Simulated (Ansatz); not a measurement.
How methods differ on GeH2S (SMILES [SH][GeH])

GeH2S: 4 atoms, total charge 0, spin state singlet. SMILES: `[SH][GeH]`. Geometry: relaxed at PBE0-D4/def2-TZVP.

| atom | x (Å) | y (Å) | z (Å) |
| --- | --- | --- | --- |
| S | -0.4433 | -1.2018 | 0.2717 |
| Ge | -0.8417 | 0.7379 | -0.7436 |
| H | 0.7792 | -0.9621 | 0.7712 |
| H | 0.5612 | 1.3659 | -0.3194 |

Quantity: the energy change with the S1–H3 bond stretched from 1.342 to 1.678 Å, in eV. The values are calculated.

```
                       level                    kind  program  value (eV)  less FCI/STO-3G
      HF/STO-3G (restricted)            Hartree–Fock   Ansatz        1.46            +0.58
  r2SCAN/STO-3G (restricted)                meta-GGA   Ansatz        0.92            +0.04
    PBE0/STO-3G (restricted)           global hybrid   Ansatz        1.03            +0.15
 r2SCAN0/STO-3G (restricted)         hybrid meta-GGA   Ansatz        1.11            +0.23
   wB97X/STO-3G (restricted)  range-separated hybrid   Ansatz        1.13            +0.25
 CCSD(T)/STO-3G (restricted)   coupled cluster or CI   Ansatz        0.89            +0.01
CCSDT(Q)/STO-3G (restricted)   coupled cluster or CI   Ansatz        0.88             0.00
                  FCI/STO-3G      exact in the basis   Ansatz        0.88             0.00
```

FCI/STO-3G is exact within its basis and frozen core, so for wave-function methods in that basis the difference is their error; functionals converge differently with the basis, so for them it is only a difference. All-electron rows without a relativistic Hamiltonian named are non-relativistic. The first shape isn't each level's own minimum. The values span 0.88 to 1.46 eV. All rows use very small basis sets, so even the best lies far from the true value. In the correlated wave-function rows the outer d shell of Ge is correlated, in sets not made for it.

Restricted Hartree–Fock makes the S–H stretch much too costly, at 1.46 eV against 0.88 eV for FCI. As the bond lengthens, the σ–σ* gap narrows and the electron pair should increasingly separate, one electron towards each atom. A single closed-shell determinant can't describe this and keeps too much ionic character, so the missing correlation energy grows along the stretch. CCSD(T) recovers nearly all of it, and CCSDT(Q) matches FCI to the printed precision, which suggests that the stretched bond is still dominated by one configuration.

Among the functionals, the clearest comparison is r2SCAN with r2SCAN0, where adding exact exchange raises the cost from 0.92 to 1.11 eV. Semilocal exchange mimics part of the left–right correlation, and replacing some of it with exact exchange probably removes that contribution without a compensating gain from the correlation functional. The good performance of CCSD(T) at this moderate stretch doesn't carry over to full S–H dissociation, where near-degeneracy can make a restricted perturbative triples treatment fail.
